**Rigid OH torsion of Cl₂GaOH: functional error and frozen-frame asymmetry**

The table holds energies along a rigid H–O–Ga–Cl torsion scan of gas-phase Cl₂GaOH at CCSD(T), PBE-D4, r2SCAN-D4 and PBE0-D4 in the def2-TZVPP basis on a PBE0-D4/def2-TZVP frame, with the T1 diagnostic. The program lists the deviations of each functional from CCSD(T) and compares every level with a curve V sin²x whose height is set by the −91° row, with nothing fitted. PBE0-D4 lies below CCSD(T) at all twisted points, by 10.3 meV (5.4 %) at the top, while PBE-D4 and r2SCAN-D4 stay within 1.1 meV. All four levels exceed the sin² curve by 6 to 8 meV at −11°, an asymmetry that identical chlorines forbid in a relaxed scan. The output also gives the unequal Ga–Cl lengths and O–Ga–Cl angles of the frozen frame, the H···Cl distances and the D4 energies at the minimum.

Rigid scan of the H–O–Ga–Cl torsion in gas-phase Cl2GaOH, computed with Ansatz 0.2.0 in the def2-TZVPP basis; CCSD(T) uses frozen cores, with the Ga 3d shell correlated. All other coordinates are held as in the PBE0-D4/def2-TZVP minimum at −180.0°, which is also the zero of energy at every level.

## Numerical check

```python
# Table: rigid H-O-Ga-Cl torsion scan of Cl2GaOH (Ansatz 0.2.0, def2-TZVPP, PBE0-D4/def2-TZVP frame),
# energies in eV from the minimum at CCSD(T), PBE-D4, r2SCAN-D4, PBE0-D4, and T1.
# Tested: deviations from CCSD(T), and the asymmetry against a parameter-free V sin^2(x) curve.
T = {
    'x': [-180.0, -171.0, -151.0, -131.0, -111.0, -91.0, -71.0, -51.0, -31.0, -11.0],  # °
    'ccsd_t': [0.0, 0.0044, 0.0427, 0.105, 0.1632, 0.1893, 0.1702, 0.1164, 0.0547, 0.0137],  # eV
    'pbe_d4': [0.0, 0.0044, 0.043, 0.1054, 0.1634, 0.1895, 0.1709, 0.1175, 0.0558, 0.0146],  # eV
    'r2scan_d4': [0.0, 0.0045, 0.0431, 0.1054, 0.163, 0.1888, 0.1703, 0.1172, 0.0556, 0.0144],  # eV
    'pbe0_d4': [0.0, 0.0043, 0.0411, 0.1002, 0.1548, 0.179, 0.1614, 0.111, 0.0523, 0.0129],  # eV
    'err': [0.0, -0.0001, -0.0016, -0.0048, -0.0084, -0.0103, -0.0088, -0.0054, -0.0024, -0.0008],  # eV
    't1': [None, 0.012, 0.012, 0.012, 0.012, 0.012, 0.012, 0.012, 0.012, 0.012],
}
import numpy as np
from scipy import constants as C
x = np.array(T["x"], float)
names = {"ccsd_t": "CCSD(T)", "pbe_d4": "PBE-D4", "r2scan_d4": "r2SCAN-D4", "pbe0_d4": "PBE0-D4"}
E = {k: 1000 * np.array(T[k], float) for k in names}  # meV
cc = E["ccsd_t"]
top, near, far = int(np.argmax(cc)), 1, len(x) - 1
D = {k: E[k] - cc for k in list(names)[1:]}
d0 = D["pbe0_d4"]
print("Rounding: 0.05 meV on an energy, 0.1 meV on a difference")
print("A. Less CCSD(T), meV: torsion, PBE, r2SCAN, PBE0 | PBE0 in % (+- rounding) | PBE0 gap/top gap, E/top E")
for i in range(1, len(x)):
    print(f"{x[i]:6.0f} {D['pbe_d4'][i]:+5.1f} {D['r2scan_d4'][i]:+5.1f} {d0[i]:+6.1f} | "
          f"{100*d0[i]/cc[i]:+5.1f} (+-{10/cc[i]:.2f}) | {d0[i]/d0[top]:.2f} {cc[i]/cc[top]:.2f}")
for k, d in D.items():
    j = int(np.argmax(abs(d)))
    print(f"{names[k]}: largest deviation {d[j]:+.1f} meV (first at {x[j]:.0f} deg), mean abs {abs(d[1:]).mean():.2f} meV, "
          f"at top {100*d[top]/cc[top]:+.1f} %")
print(f"Printed difference column vs recomputed: at most {max(abs(1000*np.array(T['err'], float)-d0)):.1f} meV apart")
s2 = np.sin(np.radians(x)) ** 2
X = {k: E[k] - E[k][top] * s2 / s2[top] for k in names}
print("B. meV: torsion, sin^2 curve for CCSD(T) | excess over own sin^2 curve: CCSD(T), PBE, r2SCAN, PBE0")
for i in range(1, len(x)):
    print(f"{x[i]:6.0f} {cc[i]-X['ccsd_t'][i]:6.1f} | " + " ".join(f"{X[k][i]:+5.1f}" for k in names))
print(f"E({x[far]:.0f})/E({x[near]:.0f}): sin^2 gives {s2[far]/s2[near]:.2f}; "
      + ", ".join(f"{names[k]} {E[k][far]/E[k][near]:.2f}" for k in names))
print(f"CCSD(T) excess at {x[far]:.0f}: {100*X['ccsd_t'][far]/cc[far]:.0f} % of that energy, "
      f"{100*X['ccsd_t'][far]/cc[top]:.1f} % of the top, {X['ccsd_t'][far]/abs(d0[top]):.2f} of the PBE0 gap at the top")
kj = C.e * C.N_A / 1e6
print(f"Top at {x[top]:.0f} deg: CCSD(T) {cc[top]*kj:.1f} kJ/mol, PBE0 gap {d0[top]*kj:+.2f} kJ/mol; "
      f"kT(298 K) = {C.k*298.15/C.e*1000:.1f} meV")
print(f"Boltzmann factor of the PBE0 gap at 298 K: {np.exp(-d0[top]*1e-3*C.e/(C.k*298.15)):.2f}")
t1 = [v for v in T["t1"] if v is not None]
print(f"T1: {min(t1):.3f} to {max(t1):.3f} over {len(t1)} rows")
# Further outputs of the same runs at -180 deg: D4 energies (eV) and geometry (A)
d4 = {"PBE": -0.13544, "r2SCAN": -0.030326, "PBE0": -0.1164}
gap = E["pbe0_d4"][top] - E["pbe_d4"][top]
print("D4 energy at the minimum, meV: " + ", ".join(f"{k} {1000*v:.0f}" for k, v in d4.items()))
print(f"PBE0 less PBE at top {gap:+.1f} meV; their D4 energies at the minimum differ by {1000*(d4['PBE0']-d4['PBE']):.0f} meV")
O, Ga, Cl3, Cl4, H = np.array([[0.26, 1.35, 0.25], [0.12, -0.40, 0.06], [1.50, -1.64, 1.06],
                               [-1.41, -1.24, -1.16], [-0.41, 1.84, -0.25]])
r = lambda a, b: np.linalg.norm(a - b)
ang = lambda a, b, c: np.degrees(np.arccos((a - b) @ (c - b) / r(a, b) / r(c, b)))
print("Frozen frame (coordinates to 0.01 A, so about 0.01 A and 0.5 deg):")
print(f"Ga-O {r(Ga,O):.2f}, Ga-Cl3 {r(Ga,Cl3):.2f}, Ga-Cl4 {r(Ga,Cl4):.2f} A (H on the side of Cl4)")
a3, a4, a34 = ang(O, Ga, Cl3), ang(O, Ga, Cl4), ang(Cl3, Ga, Cl4)
print(f"O-Ga-Cl3 {a3:.1f}, O-Ga-Cl4 {a4:.1f}, Cl-Ga-Cl {a34:.1f}, sum {a3+a4+a34:.1f}, Ga-O-H {ang(Ga,O,H):.0f} deg")
u, v = (O - Ga) / r(O, Ga), H - O
for i in (0, top, far):
    t = np.radians(x[i] - x[0])
    h = O + v * np.cos(t) + np.cross(u, v) * np.sin(t) + u * (u @ v) * (1 - np.cos(t))
    print(f"H turned rigidly to {x[i]:.0f} deg: H...Cl3 {r(h,Cl3):.2f}, H...Cl4 {r(h,Cl4):.2f} A")
assert all(int(np.argmax(E[k])) == top for k in names)
assert np.all(d0[1:] < 0) and int(np.argmin(d0)) == top
assert max(abs(D["pbe_d4"]).max(), abs(D["r2scan_d4"]).max()) < 1.5
assert all(X[k][far] > 5 and abs(X[k][near]) < 0.5 for k in names)
```

Running it gives:

```
Rounding: 0.05 meV on an energy, 0.1 meV on a difference
A. Less CCSD(T), meV: torsion, PBE, r2SCAN, PBE0 | PBE0 in % (+- rounding) | PBE0 gap/top gap, E/top E
  -171  +0.0  +0.1   -0.1 |  -2.3 (+-2.27) | 0.01 0.02
  -151  +0.3  +0.4   -1.6 |  -3.7 (+-0.23) | 0.16 0.23
  -131  +0.4  +0.4   -4.8 |  -4.6 (+-0.10) | 0.47 0.55
  -111  +0.2  -0.2   -8.4 |  -5.1 (+-0.06) | 0.82 0.86
   -91  +0.2  -0.5  -10.3 |  -5.4 (+-0.05) | 1.00 1.00
   -71  +0.7  +0.1   -8.8 |  -5.2 (+-0.06) | 0.85 0.90
   -51  +1.1  +0.8   -5.4 |  -4.6 (+-0.09) | 0.52 0.61
   -31  +1.1  +0.9   -2.4 |  -4.4 (+-0.18) | 0.23 0.29
   -11  +0.9  +0.7   -0.8 |  -5.8 (+-0.73) | 0.08 0.07
PBE-D4: largest deviation +1.1 meV (first at -31 deg), mean abs 0.54 meV, at top +0.1 %
r2SCAN-D4: largest deviation +0.9 meV (first at -31 deg), mean abs 0.46 meV, at top -0.3 %
PBE0-D4: largest deviation -10.3 meV (first at -91 deg), mean abs 4.73 meV, at top -5.4 %
Printed difference column vs recomputed: at most 0.0 meV apart
B. meV: torsion, sin^2 curve for CCSD(T) | excess over own sin^2 curve: CCSD(T), PBE, r2SCAN, PBE0
  -171    4.6 |  -0.2  -0.2  -0.1  -0.1
  -151   44.5 |  -1.8  -1.6  -1.3  -1.0
  -131  107.9 |  -2.9  -2.6  -2.2  -1.8
  -111  165.0 |  -1.8  -1.8  -1.6  -1.3
   -91  189.3 |  +0.0  +0.0  +0.0  +0.0
   -71  169.3 |  +0.9  +1.4  +1.5  +1.3
   -51  114.4 |  +2.0  +3.0  +3.1  +2.9
   -31   50.2 |  +4.5  +5.5  +5.5  +4.8
   -11    6.9 |  +6.8  +7.7  +7.5  +6.4
E(-11)/E(-171): sin^2 gives 1.49; CCSD(T) 3.11, PBE-D4 3.32, r2SCAN-D4 3.20, PBE0-D4 3.00
CCSD(T) excess at -11: 50 % of that energy, 3.6 % of the top, 0.66 of the PBE0 gap at the top
Top at -91 deg: CCSD(T) 18.3 kJ/mol, PBE0 gap -0.99 kJ/mol; kT(298 K) = 25.7 meV
Boltzmann factor of the PBE0 gap at 298 K: 1.49
T1: 0.012 to 0.012 over 9 rows
D4 energy at the minimum, meV: PBE -135, r2SCAN -30, PBE0 -116
PBE0 less PBE at top -10.5 meV; their D4 energies at the minimum differ by 19 meV
Frozen frame (coordinates to 0.01 A, so about 0.01 A and 0.5 deg):
Ga-O 1.77, Ga-Cl3 2.11, Ga-Cl4 2.13 A (H on the side of Cl4)
O-Ga-Cl3 118.7, O-Ga-Cl4 120.6, Cl-Ga-Cl 120.7, sum 360.0, Ga-O-H 113 deg
H turned rigidly to -180 deg: H...Cl3 4.18, H...Cl4 3.36 A
H turned rigidly to -91 deg: H...Cl3 3.78, H...Cl4 3.81 A
H turned rigidly to -11 deg: H...Cl3 3.31, H...Cl4 4.22 A
```
